\textbf{Problem.} The $\pi$ bond of ethylene is described in a PPP model with two real orthonormal carbon $2p_\pi$ orbitals $a$, $b$, zero differential overlap, and core charges $+1$. An electron on one site has energy $\alpha$ and is attracted to the other core by $-\gamma_{12}$. Take the typical values $\beta=-2.40$ eV, $\gamma_{11}=11.13$ eV, $\gamma_{12}=7.73$ eV as fixed constants of the model. The singlet spatial function is $\Psi=c(ab+ba)+c_A\,aa+c_B\,bb$.

(a) Find the ground-state energy and the Coulson--Fischer orbitals $\phi_1=a+\lambda b$, $\phi_2=b+\mu a$, and compare with the closed-shell MO energy.
(b) Repeat for the polarised bond, $\alpha_a=\alpha-\delta$, $\alpha_b=\alpha+\delta$, $\delta=0.50$ eV.
(c) Decide whether the highest singlet at $\delta=0$ is a pair of real orbitals.

\textbf{Solution.} Multiplying out the GVB pair gives
\begin{equation}
\phi_1\phi_2+\phi_2\phi_1=(1+\lambda\mu)(ab+ba)+2\mu\,aa+2\lambda\,bb .
\end{equation}
For these coefficients $c^2-c_Ac_B=(1-\lambda\mu)^2$, so real orbitals require $c^2\ge c_Ac_B$. Conversely, for $c\neq0$ put $r_A=c_A/c$, $r_B=c_B/c$. Matching up to normalisation, $r_A=2\mu/(1+\lambda\mu)$ and $r_B=2\lambda/(1+\lambda\mu)$, is solved by
\begin{equation}
\mu=\frac{r_A}{1+s},\qquad \lambda=\frac{r_B}{1+s},\qquad s=\sqrt{1-r_Ar_B},
\end{equation}
which is real if and only if $r_Ar_B\le1$. The root $-s$ only interchanges the two orbitals. The case $c=0$, $c_Ac_B<0$ is $\lambda\mu=-1$, and a single ionic structure is the limit of infinite $\mu$ or $\lambda$. Equality means $\lambda\mu=1$, $\phi_2=\mu\phi_1$, a doubly occupied MO.

\emph{Hamiltonian.} The covalent structure has electronic energy $2\alpha-\gamma_{12}$, taken as zero, and at $\delta=0$ each ionic structure has $2\alpha-2\gamma_{12}+\gamma_{11}$. Relative to the zero these lie at $K_A=K-2\delta$, $K_B=K+2\delta$, with $K=\gamma_{11}-\gamma_{12}=3.40$ eV. The normalised covalent structure $(ab+ba)/\sqrt2$ has coefficient $\sqrt2\,c$ and couples to each ionic structure by $\sqrt2\,\beta$, while $\langle aa|H|bb\rangle=0$. The secular equations become
\begin{equation}
r_A=\frac{-2\beta}{K_A-E},\qquad r_B=\frac{-2\beta}{K_B-E},\qquad E=\beta\,(r_A+r_B).
\end{equation}
The three structures span all singlets, so this is the full CI of the model. Guard digits are kept in intermediate values.

\emph{(a)} For $\delta=0$, $E(K-E)=-4\beta^2$, hence
\begin{equation}
E_\pm=\tfrac{K}{2}\pm\sqrt{\tfrac{K^2}{4}+4\beta^2}=1.70\ \text{eV}\pm\sqrt{25.93\ \text{eV}^2},
\end{equation}
and $E_-=-3.3922$ eV. Then
\begin{equation}
r_A=r_B=\frac{4.80\ \text{eV}}{6.7922\ \text{eV}}=0.7067,\quad r_Ar_B=0.4994,\quad s=0.7075,
\end{equation}
so $\lambda=\mu=0.7067/1.7075=0.414$. Since $a$ and $b$ are orthogonal, the normalised pair orbitals overlap by $2\lambda/(1+\lambda^2)=0.707$. The closed-shell function $\lambda=\mu=1$ has
\begin{equation}
E_{\rm MO}=\tfrac{K}{2}+2\beta=-3.10\ \text{eV},
\end{equation}
an error of $0.29$ eV against full CI, which the pair reproduces exactly. For $K=0$ one finds $E_-=2\beta$ and $r_A=r_B=1$, the equality case.

\emph{(b)} Now $K_A=2.40$ eV, $K_B=4.40$ eV and $2\beta^2=11.52$ eV$^2$. The lowest root of
\begin{equation}
E=-11.52\ \text{eV}^2\left[\frac{1}{2.40\ \text{eV}-E}+\frac{1}{4.40\ \text{eV}-E}\right]
\end{equation}
is $E=-3.4413$ eV. Therefore
\begin{equation}
r_A=\frac{4.80\ \text{eV}}{5.8413\ \text{eV}}=0.8217,\qquad r_B=\frac{4.80\ \text{eV}}{7.8413\ \text{eV}}=0.6121,
\end{equation}
with $r_Ar_B=0.5030<1$ and $s=0.7050$. The orbitals are real:
\begin{equation}
\phi_1=a+0.359\,b,\qquad \phi_2=b+0.482\,a .
\end{equation}
The orbital centred on $b$ acquires the larger tail, toward the stabilised site, and this tail $\mu$ generates the more important ionic structure $aa$.

\emph{(c)} The upper root is $E_+=6.7922$ eV, so
\begin{equation}
r_A=r_B=\frac{4.80\ \text{eV}}{3.40\ \text{eV}-6.7922\ \text{eV}}=-1.415,\qquad r_Ar_B=2.002>1 .
\end{equation}
Here $s$ is imaginary and no real pair exists. Because $|1+s|^2=r_Ar_B$, one has $|\lambda|=1$ and $\phi_2=\lambda(a+\lambda^*b)=\lambda\phi_1^*$: the state is a pair of complex-conjugate orbitals.